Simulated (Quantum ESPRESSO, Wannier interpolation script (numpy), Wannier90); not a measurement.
# Intrinsic spin Hall conductivity of fcc Pt for Fermi energy shifts of up to 0.5 eV (PBE with spin-orbit coupling, rigid bands)

A spin-orbit torque memory cell switches its magnet with the spin current that a heavy-metal layer, often Pt, produces from a charge current. Alloying the layer changes its electron count, and this may strengthen or weaken the effect. The problem is to find how the intrinsic spin Hall conductivity $\sigma_{\mathrm{SH}}$ of fcc Pt responds when the Fermi energy moves by up to 0.5 eV either way, and to estimate the two withheld values at −0.3 and +0.3 eV. The shift $x$ is counted from the Fermi energy of undoped Pt, positive when electrons are added. The bands are those of pure Pt throughout, so the chemical effect of a solute and the scattering it causes are absent.

## Method

Pt (fcc). No moment is started, so time reversal holds. Cells are taken as tabulated and nothing is relaxed. Quantum ESPRESSO 7.5: PBE, spinors with spin-orbit coupling, fully relativistic PseudoDojo norm-conserving potentials, cutoffs of 1143 eV, Fermi-Dirac occupations of width 0.05 eV, self-consistency on meshes of coarsest spacing 0.23 1/Å; Wannier functions by Wannier90 4.0.3 from projections on atomic valence orbitals with subspace selection. The Kubo sum over the interpolated Hamiltonian runs on 140 points per direction (geometric mean) with Fermi-Dirac occupations at 300 K, by one script for all rows. The rows are a selection from curves computed every 0.05 eV. Left out of the table: level 0, level 1 (not used here).

Notes on method and selection:

- Only the intrinsic (Berry curvature) part is computed; side-jump and skew scattering in samples add terms of either sign.
- The sum mesh and the Wannier model were checked at the unshifted Fermi energy only (value steady within 10 % plus 20 units); sharp features elsewhere can be off by as much.
- The models are bound to the bands of the direct run, on the Wannier mesh, up to 4 eV above the Fermi energy (frozen window); no row lies beyond.
- Moving the Fermi energy in a fixed Hamiltonian mimics alloying or gating only while the bands, and in magnets the exchange splitting, stay put.
- Over the range of its rows the full curve of Pt has its lowest value, 871, at -0.50 eV and its highest, 2186, at +0.05 eV.
- The material is tabled because a quadratic in the shift describes its curve (R² over 0.93) over ±0.5 eV or, failing that, ±0.25 eV; where several models exist, Quantum ESPRESSO, PBE and the densest Wannier mesh are preferred.
- Runs that did not converge, have known faults or may not be shown are not listed, and runs on Ansatz's PAW sets soft_1 and soft_2 are kept to separate tables.

Columns:

- Fermi energy shift (eV): shift of the Fermi energy from its own value, at rigid bands (positive: electrons added).
- electrons per atom: valence electrons per atom (group numbers as tabulated) plus the electrons that the shift adds, from the integrated density of states of the model; it stays level across a band gap.
- DOS per atom (states/eV): density of states at the shifted Fermi energy per atom, both spins, from the interpolated bands; zero in a band gap.
- spin Hall conductivity ((ħ/e) S/cm): intrinsic spin Hall conductivity at the shifted Fermi energy: spin along z, spin current along x, electric field along y; z is the main symmetry axis (any cube axis in cubic crystals); spin current defined as {s_z, v_x}/2.

Input lines of one member:

```
&control
&system
  ibrav = 0, nat = 1, ntyp = 1
  ecutwfc = 84
  occupations = 'smearing', smearing = 'fd', degauss = 0.003675
  nbnd = 29
  noncolin = .true., lspinorb = .true.
&electrons
  conv_thr = 1e-09, mixing_beta = 0.4, mixing_mode = 'plain', electron_maxstep = 100
 12 12 12 0 0 0
```

Command (options for logging and memory left out): `OMP_NUM_THREADS=1 mpirun -n 8 pw.x -nk 8 -in scf.in > scf.out`

## Data

```
member             Fermi energy shift (eV)  electrons per atom  DOS per atom (states/eV)  spin Hall conductivity ((ħ/e) S/cm)
Pt, shift −0.5 eV  −0.5                     9.171               1.27                      871
Pt, shift −0.4 eV  −0.4                     9.303               1.37                      1025
Pt, shift −0.3 eV  −0.3                     9.449               1.55                      ?
Pt, shift −0.2 eV  −0.2                     9.620               1.87                      1610
Pt, shift −0.1 eV  −0.1                     9.813               1.96                      1959
Pt, shift +0 eV    0.0                      10.000              1.73                      2165
Pt, shift +0.1 eV  0.1                      10.155              1.37                      2171
Pt, shift +0.2 eV  0.2                      10.277              1.09                      2080
Pt, shift +0.3 eV  0.3                      10.377              0.93                      ?
Pt, shift +0.4 eV  0.4                      10.465              0.83                      1782
Pt, shift +0.5 eV  0.5                      10.541              0.66                      1613
```

Cells marked ? are withheld until the estimate has been made.

Least-squares fits to the members shown, with x = Fermi energy shift (eV); R² and errors in the fitted variable (y, or ln y where the fit is in ln y):

```
y                                    members  fit                           R²    rms residual  leave-one-out rms  the same for the mean of the others
spin Hall conductivity ((ħ/e) S/cm)  9        y = 2059 + 857.6 x − 3536 x²  0.96  87            155                505
```

## Interpretation

The conductivity is largest near the undoped filling and falls on both sides, faster when electrons are removed. At −0.5 eV it is 871 / 2165 = 0.40 of the unshifted value, at +0.5 eV 1613 / 2165 = 0.75. The full curve peaks at +0.05 eV, only 2186 − 2165 = 21 (ħ/e) S/cm above undoped Pt. That is far less than the numerical tolerance of about 10 %, so doping offers no meaningful gain in the intrinsic part.

The reason lies in how the conductivity is built up. It is a sum over occupied states,

$$\sigma_{\mathrm{SH}} \propto \sum_{n\mathbf{k}} f_{n\mathbf{k}}\,\Omega_{n\mathbf{k}},$$

where $f$ is the occupation and $\Omega$ the spin Berry curvature. Two bands separated by a small spin-orbit gap carry large curvatures of opposite sign, which cancel once both are filled. In Pt such pairs of d bands are known to lie close to the Fermi energy, near the L and X points of the zone. Filling the lower partners raises the sum and filling the upper ones lowers it again.

The slope therefore depends on how many states are filled per eV and on what each contributes. From −0.5 eV to zero the conductivity rises by 1294 / 0.5 = 2588 (ħ/e) S/cm per eV; from +0.1 to +0.5 eV it falls by 558 / 0.4 = 1395 per eV. Counted per added electron per atom, the two become similar: (2165 − 871) / (10.000 − 9.171) = 1561 up and (2171 − 1613) / (10.541 − 10.155) = 1446 down. On average, then, the gentler fall on the electron side reflects the lower density of states there, as the d bands fill up.

For a device, these shifts are more a matter of alloying than of gating. Even +0.1 eV takes 10.155 − 10.000 = 0.155 electrons per atom throughout the layer, whereas a metal screens a gate field within about one atomic layer. Pt was tabled because a parabola describes its curve, so the good quadratic fit says nothing about other metals.

## An estimate before looking

Plain estimates from the members shown:

- Pt, shift −0.3 eV, fit at x = −0.3: 1483 (ħ/e) S/cm
- Pt, shift −0.3 eV, straight-line interpolation between Pt, shift −0.4 eV and Pt, shift −0.2 eV: w = (−0.3 − (−0.4)) / (−0.2 − (−0.4)) = 0.500, so 1025 + 0.500 × (1610 − 1025) = 1318 (ħ/e) S/cm
- Pt, shift +0.3 eV, fit at x = 0.3: 1998 (ħ/e) S/cm
- Pt, shift +0.3 eV, straight-line interpolation between Pt, shift +0.2 eV and Pt, shift +0.4 eV: w = (0.3 − 0.2) / (0.4 − 0.2) = 0.500, so 2080 + 0.500 × (1782 − 2080) = 1931 (ħ/e) S/cm

The parabola is too stiff at −0.3 eV: it lies above the table at both neighbours, by (2059 − 857.6 × 0.4 − 3536 × 0.16) − 1025 = 125 at −0.4 eV and (2059 − 857.6 × 0.2 − 3536 × 0.04) − 1610 = 136 at −0.2 eV. The straight line follows the neighbours but ignores the bending. A cubic through the two nearest shown points on each side includes it:

$$y_0 = \frac{4\,(y_{-1}+y_{+1}) - (y_{-2}+y_{+2})}{6},$$

with subscripts counting steps of 0.1 eV from the wanted shift.

At −0.3 eV this gives (4 × (1025 + 1610) − (871 + 1959)) / 6 = 1285 (ħ/e) S/cm, which is 33 below the straight line. The sign is reasonable, since the density of states grows from −0.4 to −0.2 eV and more of the rise should fall in the upper half of the interval.

At +0.3 eV it gives (4 × (2080 + 1782) − (2171 + 1613)) / 6 = 1944 (ħ/e) S/cm, 13 above the straight line, because the fall steepens with the shift.

Tried at zero shift, the formula gives (4 × (1959 + 2171) − (1610 + 2080)) / 6 = 2138 against the tabulated 2165, a miss of 27, which sets an error of 30 at −0.3 eV. The electron side is smoother. There a cubic through 0, +0.1, +0.2 and +0.5 eV gives 0.6 × 2165 − 2 × 2171 + 2 × 2080 + 0.4 × 1613 = 1762 at +0.4 eV against 1782, a miss of 20 across a wider gap, and this is taken as the error at +0.3 eV.

**Committed estimate, Pt, shift −0.3 eV: spin Hall conductivity = 1285 ± 30 (ħ/e) S/cm.**  
**Committed estimate, Pt, shift +0.3 eV: spin Hall conductivity = 1944 ± 20 (ħ/e) S/cm.**

## Outcome

```
member             Fermi energy shift (eV)  electrons per atom  DOS per atom (states/eV)  spin Hall conductivity ((ħ/e) S/cm)
Pt, shift −0.3 eV  −0.3                     9.449               1.55                      1260
Pt, shift +0.3 eV  0.3                      10.377              0.93                      1945
```

```
member             estimate       spin Hall conductivity ((ħ/e) S/cm)  computed  estimate − computed  miss in error bars
Pt, shift −0.3 eV  committed      1285                                 1260      +25                  0.8
Pt, shift −0.3 eV  fit            1483                                 1260      +223
Pt, shift −0.3 eV  interpolation  1318                                 1260      +58
Pt, shift +0.3 eV  committed      1944                                 1945      −1                   0.1
Pt, shift +0.3 eV  fit            1998                                 1945      +53
Pt, shift +0.3 eV  interpolation  1931                                 1945      −14
```

Both estimates fall inside their error bars and beat both plain estimates. At −0.3 eV the estimate is 25 (ħ/e) S/cm too high, at +0.3 eV 1 too low.

The bending had the expected sign on both sides. At −0.3 eV the density of states explains only part of it. If every added electron between −0.4 and −0.2 eV contributed equally, the value would be 1025 + 585 × 0.146 / 0.317 = 1294, still 34 above the computed 1260.

The earlier explanation of the gentler fall on the electron side by a lower density of states was too simple. The loss per added electron grows from 91 / 0.122 = 746 between +0.1 and +0.2 eV to 169 / 0.076 = 2224 between +0.4 and +0.5 eV, while the density of states falls. The similar averages on the two sides hid this threefold change. Which states are filled matters at least as much as how many, as expected if the spin Berry curvature is concentrated in a few close pairs of bands.

## Members off the line

Least-squares fits to the whole series, with x = Fermi energy shift (eV); R² and errors in the fitted variable (y, or ln y where the fit is in ln y):

```
y                                    members  fit                           R²    rms residual  leave-one-out rms  the same for the mean of the others
spin Hall conductivity ((ħ/e) S/cm)  11       y = 2030 + 904.1 x − 3504 x²  0.95  101           163                476
```

Largest departures from the fit to the whole series:

```
member             spin Hall conductivity ((ħ/e) S/cm)  fit   computed − fit  in rms residuals
Pt, shift −0.3 eV  1260                                 1443  −183            1.8
Pt, shift −0.5 eV  871                                  702   +169            1.7
Pt, shift +0 eV    2165                                 2030  +135            1.3
Pt, shift −0.2 eV  1610                                 1709  −99             1.0
```

No single row stands out: the largest departure from the parabola is 1.8 rms residuals. The departures do form a pattern, with −183 at −0.3 eV and −99 at −0.2 eV lying between +169 at −0.5 eV and +135 at zero shift. Such a smooth wave points to the wrong curve shape rather than to errors in separate rows.

A parabola that peaks near zero shift must become steadily steeper towards −0.5 eV. The computed values do the opposite at that end: they rise by 1610 − 1260 = 350 from −0.3 to −0.2 eV, but by only 1025 − 871 = 154 from −0.5 to −0.4 eV, where the fit rises by (2030 − 904.1 × 0.4 − 3504 × 0.16) − 702 = 406. The fit therefore runs too low at −0.5 eV and too high at −0.3 eV, and its rounded top passes below the computed maximum.

A likely physical reason is that the electrons added between −0.3 and −0.2 eV enter states of larger positive spin Berry curvature. They contribute 350 / 0.171 = 2047 per electron per atom, against 154 / 0.132 = 1167 between −0.5 and −0.4 eV. A breakdown by band and wave vector, not shown in the table, would identify these states.

## What to take away

Within ±0.5 eV, the intrinsic spin Hall conductivity of rigid-band Pt is greatest close to the undoped filling, and removing electrons costs more than adding them. A missing row between neighbours 0.1 eV away can be interpolated to about 30 (ħ/e) S/cm with the four-point formula; the parabola's leave-one-out error is 163.

For alloying, a shift of −0.1 eV removes 10.000 − 9.813 = 0.187 electrons per atom. That corresponds to about 19 % of a solute with one valence electron fewer, if the bands stay put, and lowers the intrinsic part by 206 / 2165 = 0.095, or about 10 %. The opposite shift of +0.1 eV leaves it practically unchanged.

Skew scattering, which is omitted, grows with the charge conductivity. In very clean, dilute samples it may rival the intrinsic part, with either sign; in concentrated, resistive alloys it should be much smaller.

[Logs are printed without paths, hosts, clocks, repeated set-up lines and the standing remarks that a program may print on its own settings, such as how far it seeks lower states.]
